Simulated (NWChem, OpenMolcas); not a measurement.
# CH5BOSi (SMILES B[SiH2]C=O): methods side by side

CH5BOSi: 9 atoms, total charge 0, spin state singlet. As SMILES, `B[SiH2]C=O`. Geometry: relaxed at PBE0-D4/def2-TZVP. This is one conformer, not always the lowest.

```xyz
9

B    -0.9501    0.8500   -1.0731
Si    0.6108   -0.2060   -0.3865
C     0.3306   -0.5537    1.4945
O     1.0228   -0.0984    2.3658
H    -2.0576    0.5182   -0.7670
H    -0.8288    1.7994   -1.7869
H     1.9581    0.3876   -0.5707
H     0.5420   -1.5409   -1.0559
H    -0.5392   -1.2024    1.7629
```

Quantity: the dipole moment, in D. The values are calculated.

| level | kind | program | value (D) | CPU time |
| --- | --- | --- | --- | --- |
| HF/def2-SVP | Hartree–Fock | OpenMolcas | 2.93 | 8.6 s |
| SVWN5/def2-SVP | LDA | OpenMolcas | 1.74 | 31 s |
| BLYP/def2-SVP | GGA | OpenMolcas | 1.74 | 42 s |
| M06-L/def2-SVP | meta-GGA | OpenMolcas | 2.10 | 49 s |
| B3LYP/def2-SVP | global hybrid | OpenMolcas | 2.15 | 38 s |
| M06-2X/def2-SVP | hybrid meta-GGA | OpenMolcas | 2.40 | 53 s |
| PBE0/def2-SVP | global hybrid | OpenMolcas | 2.22 | 39 s |
| CAM-B3LYP/def2-SVP | range-separated hybrid | NWChem | 2.32 | 51 s |

The values span 1.74 to 2.93 D. Magnitudes only. CPU times are rough (shared hosts, several kinds of processor): they show what a rung costs within a factor of a few.

The dipole moment follows the share of exact exchange: it is smallest with SVWN5 and BLYP (both 1.74 D), larger with the hybrids and largest with Hartree–Fock (2.93 D). M06-L breaks the pattern, reaching 2.10 D without any exact exchange, close to B3LYP, so the form of the semilocal functional matters too. The polar C=O bond is probably the main source of the moment, with the electropositive silicon and the electron-deficient boron modifying it. Boron's empty p orbital can accept some density from the neighbouring Si–C σ bond, and the spread may partly reflect how strongly each method delocalises charge into it. Hartree–Fock commonly exaggerates carbonyl polarity because it lacks correlation, so its value is more plausibly an overestimate than a benchmark. The agreement between SVWN5 and BLYP is likewise no sign of accuracy, and without a correlated reference in a larger, diffuse basis the table cannot show which functional is closest to the true moment.
